Weak- and strong-field limits of the Devonshire model for SH⁻ in an alkali halide

1. Premises

An SH⁻ ion on a halide site of a rock-salt crystal has octahedral (Oh) surroundings. The model (Devonshire, 1936) assumes:
(a) a rigid linear rotor in a closed-shell Σ state with fixed centre of mass, described by its unit axis n = (x, y, z) along the cube edges;
(b) a static lattice potential V(n) of full Oh symmetry;
(c) only the lowest anisotropic term of V is kept.

Atomic units are used (ħ = 1, energies in Eh). With moment of inertia I and B = 1/(2I),

H = −B∇² + V(n),

where ∇² is the Laplacian on the unit sphere, so the free levels are B J(J+1). Cubic symmetry forces V to be even in x, y, z and symmetric under their permutation. At second degree this leaves the constant x² + y² + z² = 1; the first anisotropic invariant is F = x⁴ + y⁴ + z⁴. The convention here is

V = −(5/2) K (F − 3/5) = −K [P₄(cos θ) + (5/8) sin⁴θ cos 4φ],

a pure rank-4 harmonic. The stationary directions have F = 1, 1/2, 1/3, so V = −K at ⟨100⟩, +K/4 at ⟨110⟩ and +2K/3 at ⟨111⟩. K > 0 gives six ⟨100⟩ wells, K < 0 eight ⟨111⟩ wells, and ⟨110⟩ is always the saddle. The barriers are 5K/4 and 5|K|/12.

2. Weak field, |K| small against the rotational spacings

All matrix elements follow from one average over the sphere, with N = i + j + k:

⟨x²ⁱ y²ʲ z²ᵏ⟩ = (2i−1)!! (2j−1)!! (2k−1)!! / (2N+1)!!

States of different Oh species are not mixed by V, so symmetry-adapted polynomials diagonalise each J shell.

J = 0 (A1g): ⟨F⟩ = 3·3/15 = 3/5, no shift.
J = 1 (T1u, function z): by cubic symmetry ⟨z²F⟩ = ⟨F⟩/3, so the shift is again zero. This is the triangle rule: rank 4 acts within a shell only if 2J ≥ 4. Since J = 1 spans one irreducible representation, it stays unsplit in every order.
J = 2, T2g (function xy): ⟨x²y²⟩ = 1/15 and ⟨x²y²F⟩ = (15+15+3)/945 = 33/945. The ratio is 11/21, so ΔE = −(5/2)K(11/21 − 3/5) = +4K/21.
J = 2, Eg (function x²−y²): the norm is (3+3−2)/15 = 4/15. With ⟨x⁴F⟩ = (105+9+9)/945 = 123/945 the numerator is (2·123 − 2·33)/945 = 4/21. The ratio is 5/7, so ΔE = −2K/7.

Thus ΔE(Eg) : ΔE(T2g) = −6 : 4 = 3 : −2. The weighted sum 2(−6) + 3(4) vanishes, as it must for a potential of zero mean, and E(T2g) − E(Eg) = 10K/21. For J = 3, A2u (function xyz), ⟨x²y²z²⟩ = 1/105 and ⟨x²y²z²F⟩ = 45/10395 give the ratio 5/11 and ΔE = +4K/11.

Second order. ⟨F²⟩ = (3·105 + 6·9)/945 = 41/105, so ⟨V²⟩ = (25/4)(41/105 − 9/25)K² = 4K²/21. V times a constant is pure J = 4, at 20B, hence

E(J=0) = −K²/(105 B).

V·z contains J = 3 and J = 5 with total weight 4K²/21, again by cubic symmetry. Only the P₄ term reaches J = 3. From P₁P₃ = (4P₄ + 3P₂)/7, ⟨P₄²⟩ = 1/9 and the normalisations √3, √7, the weight is 21(4/63)²K² = 16K²/189, leaving 20K²/189 for J = 5. With gaps 10B and 28B,

E(J=1) = 2B − (K²/B)(8/945 + 5/1323) = 2B − 3K²/(245 B),
E(J=1) − E(J=0) = 2B − 2K²/(735 B).

The same sums over J = 4 and 6 shift Eg by −0.0089 K²/B and T2g by −0.0039 K²/B.

3. Strong field: wells and level patterns

Libration. At a small angle γ from a minimum, F ≈ 1 − 2γ² for ⟨100⟩, because z⁴ = (1 − x² − y²)². For ⟨111⟩, write n = n₀ cos γ + e sin γ with e ⊥ n₀; then F ≈ cos⁴γ/3 + 2γ² ≈ 1/3 + 4γ²/3. So U = V − Vmin ≈ B a² γ², with

a = √(5K/B) for ⟨100⟩, a = √(10|K|/(3B)) for ⟨111⟩.

This is a two-dimensional oscillator with quantum ω = 2Ba, zero-point energy ω and ground state √(a/π) exp(−aγ²/2).

Tunnelling. The lowest six or eight eigenstates can be recombined into orthonormal states localised one per well. Symmetry makes all diagonal elements equal (taken as zero) and all nearest-well elements equal, −t, with t > 0 because the ground state is nodeless. Keeping only these, H = −tM, where M is the adjacency matrix of the wells.

Six wells (octahedron). Each well neighbours all others except its antipode, so M = D − 1 − P, with D the matrix of ones and P the inversion. The uniform vector (A1g) has D = 6, P = 1, M = 4. The three odd vectors, transforming as x, y, z (T1u), have D = 0, P = −1, M = 0. The two even vectors of zero sum (Eg) have D = 0, P = 1, M = −2. The levels are

A1g −4t, T1u 0, Eg +2t.

Eight wells (cube). Label a well by signs, n = (s₁, s₂, s₃)/√3. A nearest-well jump reverses one sign, so H = −t(X₁ + X₂ + X₃), where Xᵢ flips sᵢ. The Xᵢ commute and have eigenvalue +1 on functions even in sᵢ and −1 on odd ones. The eigenvectors are 1; sᵢ; sᵢsⱼ; s₁s₂s₃, which transform as 1; x; xy; xyz:

A1g −3t, T1u −t, T2g +t, A2u +3t.

The two limits join. For K > 0 the Eg level of J = 2 moves down and completes 1 + 3 + 2 = 6 states; for K < 0, T2g (J = 2) and A2u (J = 3) move down and complete 1 + 3 + 3 + 1 = 8.

Spectra. The S–H stretch dipole lies along n. Take equal t in both vibrational states. For ⟨111⟩ the operator n_z = s₃/√3 reverses only the parity in s₃, so the IR band is a doublet ν₀ ± 2t whose lower line is weaker by the Boltzmann factor exp(−2t/kT). The Raman operator n_x n_y = s₁s₂/3 gives ν₀ and ν₀ ± 4t. For ⟨100⟩, n_z = ±1 on two wells and 0 on four; it connects the z component of T1u to A1g with squared element 1/3 and to Eg with 2/3, giving lines at ν₀ ± 4t and ν₀ ± 2t.

4. The size of t

Flux formula. Two neighbouring wells are related by a mirror plane. Let ψ be the state of one well and ψ± its even and odd combinations with the image, at energies ∓t. Green's theorem for ψ₋Hψ₊ − ψ₊Hψ₋ over the hemisphere holding the well uses ∫ψ₊ψ₋ ≈ 1/2 and, on the mirror line, ψ₋ = 0, ψ₊ = √2 ψ, ∂ψ₋ = √2 ∂ψ (outward normal). The result is t = −2B ∫ ψ ∂ψ dη, with η the arc along the line.

Semiclassical state. Put ψ = A exp(−W) and E = 2Ba. Orders a² and a of the Schrödinger equation give

|∇W|² = U/B, 2∇W·∇A + A∇²W = 2aA.

The tunnelling path is the great circle through ⟨110⟩, which lies in another mirror plane. Let ℓ be the arc along it and η the angle across it; the metric is cos²η dℓ² + dη². With W = W₀(ℓ) + κ(ℓ)η²/2 and p = dW₀/dℓ, orders η⁰ and η² of the first equation give p = √(U/B) and p² + p dκ/dℓ + κ² = q, where q = ∂²U/∂η² /(2B). Define dξ = a dℓ/p, with ξ = 0 at the saddle, and κ = a u′/u (prime: d/dξ). Then

u″ = Q u, Q = (q − p²)/a², u → e^ξ as ξ → −∞.

On the path ∇²W = dp/dℓ + κ, and the second equation integrates to A² = C e^(2ξ)/(p u). Near the well the distance from the minimum is d·e^ξ and p = a d e^ξ, so A² → a/π fixes C = a²d/π. The Gaussian integral over η gives √(π/κ). With the action S = 2W₀(saddle),

t = 2B a^(3/2) d e^(−S) / √(πG), G = u(0)u′(0).

Because Q is even, u(−ξ) is also a solution, and the constant Wronskian of the pair shows that u → G e^ξ as ξ → +∞.

⟨100⟩: along z = 0, F = 1 − sin²2φ/2, so p = (a/2) sin 2φ and S = a/2. Integrating dφ/dξ = p/a gives tan φ = e^ξ and d = 1. Across the path F falls by the factor 1 − 2η², so q = a²(1 − sin²2φ/2) and Q = 1 − (3/4) sech²ξ. This is the Pöschl–Teller form 1 − l(l+1) sech²ξ with l = 1/2, whose Legendre-function solution has G = 1/[Γ(1−l)Γ(2+l)] = 4/(3π). Hence

t = √3 B a^(3/2) exp(−a/2).

⟨111⟩: along x = y with z = sin α, F − 1/3 = (3/2)(sin²α − 1/3)², so p = (3a/2√2)(1/3 − sin²α). With sin α₀ = 1/√3, S = (3a/2√2)(√2/3 − α₀/3) = 0.2824 a. Further tan α = tanh(ξ/2)/√2, d = 2√2/3, q = (3a²/4)(2 − sin²α − 3 sin⁴α) and Q = 11/8 − (27/8) sin⁴α. Q varies slowly, so u′/u ≈ √Q and ln G ≈ ∫(√Q − 1)dξ = 0.83. As a bracket, δ = u′/u − 1 obeys δ′ + 2δ + δ² = Q − 1, so ln G = ∫δ dξ lies below ½∫(Q − 1)dξ = 0.88. With G ≈ 2.3,

t ≈ 0.70 B a^(3/2) exp(−0.2824 a).

5. Range of validity

Weak field: the admixed amplitudes are √(4/21)|K|/(20B) = 0.022|K|/B for J = 0 and √(16/189)|K|/(10B) = 0.029|K|/B for J = 1, so the expansion serves for |K| up to roughly 10B. The second-order term changes the J = 2 splitting by the fraction 0.011 K/B.

Strong field: the zero-point energy along the path, ω/2, must lie below the barrier, which needs K/B > 3.2 for ⟨100⟩ and |K|/B > 19.2 for ⟨111⟩, and S must be well above 1. The patterns neglect second-neighbour jumps, which are smaller than t by roughly e^(−S). The formulas for t are leading terms with relative corrections of order 1/S. Between the limits H must be diagonalised in a basis of spherical harmonics.

Model: a rank-6 term is allowed by symmetry and changes the barriers; without it ⟨110⟩ wells cannot occur. An off-centre centre of mass, or neighbours that follow the ion, raise the effective I. Random strain or electric fields that offset the wells by more than t destroy the patterns and localise the ion, as inhomogeneous strain does to any reorienting defect in a semiconductor.

6. Illustration: SH⁻ in a potassium halide

Inputs: masses 31.972 u (³²S) and 1.00783 u (H), and a typical bond length of about 2.54 bohr. The reduced mass is 1781 electron masses and B = 1/(2·1781·2.54²) = 4.35×10⁻⁵ Eh = 9.55 cm⁻¹. K is an assumed input, taken negative (⟨111⟩ wells); nothing here is fitted to a spectrum.

Weak case, K = −5B = −48 cm⁻¹. In first order Eg rises by 1.43 B = 13.6 cm⁻¹ and T2g falls by 0.95 B = 9.1 cm⁻¹, a splitting of 22.7 cm⁻¹. Second order lowers them by 2.1 and 0.9 cm⁻¹ and narrows the splitting by 1.2 cm⁻¹. The J = 0 → 1 interval of 19.1 cm⁻¹ shrinks by 0.6 cm⁻¹.

Strong case, K = −100B = −4.35×10⁻³ Eh = −955 cm⁻¹. Then a = 18.26, the barrier is 41.7 B = 398 cm⁻¹, and ω = 36.5 B or about 350 cm⁻¹; since ω is close to the barrier, this harmonic value is only a rough estimate. S = 5.16, e^(−S) = 0.006 and t ≈ 0.3 B = 1.4×10⁻⁵ Eh ≈ 3 cm⁻¹. With 1/S ≈ 0.2 this is uncertain by some tens of per cent. The levels lie near −9, −3, +3 and +9 cm⁻¹, and the IR doublet at ν₀ ± 6 cm⁻¹. Since 2t/k ≈ 9 K, the lower line has about 0.1 of the strength of the upper at 4 K. At fixed K, d ln t/d ln B = 1/4 + S/2 = 2.8, so a typical 3 % drop of B in the excited stretch lowers t there by about 8 % and gives each line a fine structure on that scale. The opposite sign, K = +100B, gives a = 22.36, S = 11.18 and t ≈ 0.003 B ≈ 0.02 cm⁻¹: the same field strength quenches tunnelling about a hundred times more strongly for ⟨100⟩ wells, whose barrier is three times higher and whose path is longer.